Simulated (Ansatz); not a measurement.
## Ligand exchange: SnH3(NH2) + InH2(SH) → SnH3(SH) + InH2(NH2)

Species: SnH3(NH2), singlet; InH2(SH), singlet; SnH3(SH), singlet; InH2(NH2), singlet. The partners trade NH2 for SH: Sn–NH2 and In–SH bonds give way to Sn–SH and In–NH2.

Shapes, held fixed at every level: PBE0-D4/def2-TZVP. Programs: Ansatz 0.2.0. The zero-point and thermal change to 298 K, harmonic and unscaled (PBE0-D4/def2-TZVP), is -0.8 kJ/mol.

| level | kind | ΔH(298 K) (kJ/mol) | less CCSD(T)/def2-TZVPP | CPU time (sum over the molecules) |
| --- | --- | --- | --- | --- |
| SPW92/def2-TZVPP | LDA | +7.0 | -5.2 | 6.1 s |
| r2SCAN0-D4/def2-TZVPP | global hybrid | +12.2 | 0.0 | 19 s |
| wB97M-V/def2-TZVPP | range-separated hybrid | +10.4 | -1.8 | 42 s |
| B2PLYP/def2-TZVPP | double hybrid | +10.8 | -1.4 | 20 s |
| MP2/def2-TZVPP | perturbation theory | +11.2 | -1.0 | – |
| CCSD/def2-TZVPP | coupled cluster or CI | +12.4 | +0.2 | – |
| CCSD(T)/def2-TZVPP | coupled cluster or CI | +12.2 | 0.0 | 1.9 min |

The highest level, CCSD(T)/def2-TZVPP, gives ΔH(298 K) = +12.2 kJ/mol; the levels span +7.0 to +12.4. The column of differences is taken from that level and isn't an error. No measured value is set beside it here. For atoms past krypton def2 sets carry core potentials with scalar relativity. Correlated rows may include outer-core shells of In, Sn, which these sets cover unevenly. Times are processor times on shared x86 and Arm servers, and rough.

The exchange is endothermic at every level, so the pairing of tin with amide and indium with thiolate is preferred. Because the thermal term is only -0.8 kJ/mol, the preference is essentially electronic. It measures a difference between two differences: replacing NH2 by SH costs more at tin than at indium, which doesn't make either In–N or Sn–S a weak bond.

Bond polarity and π donation into the empty 5p orbital of three-coordinate indium might have been expected to favour the amide there. That they don't prevail suggests that compact N 2p overlaps poorly with this diffuse orbital, while the larger, softer sulfur suits indium better.

With the number of single bonds conserved, though not their types, much of the correlation error probably cancels, and the triples shift the result by only 0.2 kJ/mol. SPW92 keeps the sign but understates the preference most, probably because local-density overbinding differs among the four bonds. The ordering applies to isolated monomers; amide or thiolate bridging between indium centres in condensed phases could alter it.
